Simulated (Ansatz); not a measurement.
# A small benchmark: atomisation enthalpy at 298 K

6 molecules with two or more fluorines; the atomisation enthalpy at 298 K in kJ/mol, computed less measured. Shapes, held fixed at every level: PBE0-D4/def2-TZVP. Flexible molecules stand in one conformer, not always the lowest. Thermal terms are harmonic and unscaled (PBE0-D4/def2-TZVP); the spin-orbit lowering of the free atoms is taken from their spectra. Programs: Ansatz 0.2.0. Measured values: Active Thermochemical Tables, CRC Handbook of Chemistry and Physics, NIST-JANAF tables.

Levels: A = BHLYP-D4/def2-TZVPP; B = wB97M-V/def2-TZVPP; C = B2PLYP/def2-TZVPP; D = CCSD/def2-TZVPP.

```csv
molecule,from tabulated heats,A,B,C,D
SF2 (SMILES FSF),732,-107,+9,-26,-89
S2F2 (SMILES FSSF),1049,-158,-1,-52,-159
SO2F2 (sulfuryl fluoride),1693,-227,-2,-50,-176
C2F3N (cyanotrifluoromethane),2640,-207,+15,-21,-177
C2H2F2 (SMILES C=C(F)F),2361,-105,+26,-4,-103
"C2Br2F4 (1,2-dibromotetrafluoroethane)",2764,-222,+23,-44,-178
```

Problem. Sum up the errors.

Solution. 
| level | kind | mean error | mean absolute error | worst case |
| --- | --- | --- | --- | --- |
| BHLYP-D4/def2-TZVPP | global hybrid | -171.0 | 171.0 | SO2F2 |
| wB97M-V/def2-TZVPP | range-separated hybrid | +11.7 | 12.7 | C2H2F2 |
| B2PLYP/def2-TZVPP | double hybrid | -32.8 | 32.8 | S2F2 |
| CCSD/def2-TZVPP | coupled cluster or CI | -147.0 | 147.0 | C2Br2F4 |

On this set wB97M-V/def2-TZVPP has the smallest mean absolute error and BHLYP-D4/def2-TZVPP the largest. BHLYP-D4/def2-TZVPP is too low in 6 of 6; wB97M-V/def2-TZVPP is too high in 4 of 6; B2PLYP/def2-TZVPP is too low in 6 of 6; CCSD/def2-TZVPP is too low in 6 of 6. The heats of SF2, C2F3N come from older tables and can be uncertain by 10 kJ/mol or more. The molecules' own spin-orbit binding is left out, so errors for heavy halides read too negative. The tabulated values of S2F2, SO2F2, C2H2F2, C2Br2F4 are in doubt (older tables, estimates, or at odds with other calculations) and kept here. For CCSD/def2-TZVPP the error grows with the size of the molecule. Correlated wave functions converge slowly with the basis. CCSD also lacks the triples, which bind further. Relativity is left out for Br. Outer-core shells of Br are correlated in most correlated rows, in sets that cover them unevenly. The set is small.

The underbinding by BHLYP and CCSD is too large to blame on the reference data: for SF2 it is already -107 and -89 kJ/mol. Atomisation unpairs every bonding electron pair, so correlation energy that is much larger in the molecule than in the free atoms has to be recovered almost in full. BHLYP's large share of exact exchange removes much of the semilocal exchange that mimics left-right correlation in the bonds. B2PLYP also carries much exact exchange, but its perturbative correlation probably restores most of the lost binding, and it lies above both in every row.

Size alone does not set the CCSD deficit. C2H2F2 and C2F3N have equally many atoms, yet CCSD falls further below wB97M-V for the nitrile, which suggests that the triple bond and the additional fluorine lone pairs demand more correlation than C-H bonds do. The small errors of wB97M-V may partly reflect cancellation between functional and basis-set errors, which a single basis cannot reveal.
